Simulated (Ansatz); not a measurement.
Rh: energy above lowest point against volume scale

All results are calculated (Ansatz 0.2.0). Free energy against uniform scaling of the volume at fixed shape and fractions; periodic cell, basis, potentials, k mesh and filling as listed.

The cell before it is scaled or strained (space group P6_3/mmc, No. 194):
```
Rh
1.0
      2.7310     0.0000     0.0000
     -1.3655     2.3651     0.0000
      0.0000     0.0000     4.4285
Rh
2
Direct
  0.66667 0.33333 0.75000
  0.33333 0.66667 0.25000
```

Settings of every row: functional LDA; dispersion none; potentials all-electron LAPW; k mesh 12x12x7; k shift 0x0x0; occupations cold; smearing width 0.1 eV; spin none.

Limits: coarse k mesh, up to 40 meV an atom off; minimum outside the range; the cell comes from a prototype or a list of computed structures and needn't be the stable phase.

```
row  volume scale  V (Å³/atom)  energy above lowest point (meV/atom)
  1          0.94       13.444                                     0
  2          0.97       13.873                                  22.6
  3             1       14.302                                    66
  4          1.03       14.731                                 126.2
  5          1.06        15.16                                     ?
```

Question: what energy above lowest point should row 5 give?

Worked fit of energy above lowest point. Take u = (V_r/V)^(2/3) − 1 with V_r = 14.087 Å³ an atom, which is twice the finite (Eulerian) strain; such expansions in the strain, on which the Birch-Murnaghan equation of state is built, carry the rest volume and the bulk modulus. The shown rows have u = 0.03164, 0.01026, -0.01005, -0.02936. Least squares give energy above lowest point = 41.9 − 2128.2 × u + 25362 × u² meV/atom; a straight line predicts inner rows, each left out in turn, worse (root mean square 15 against 0.32 meV/atom). The rows lie off it by 0.0, -0.1, 0.1, 0.0. The withheld row has u = -0.04776, so the fit gives 41.9 − 2128.2 × (-0.04776) + 25362 × (-0.04776)² = 201.4 meV/atom.

The calculation gave 200.3 meV/atom. The fit lies 1.1 meV/atom (0.55 % of the column's range) above it; its largest miss of a shown row is 0.1 meV/atom. This row lies beyond the range of the fit.
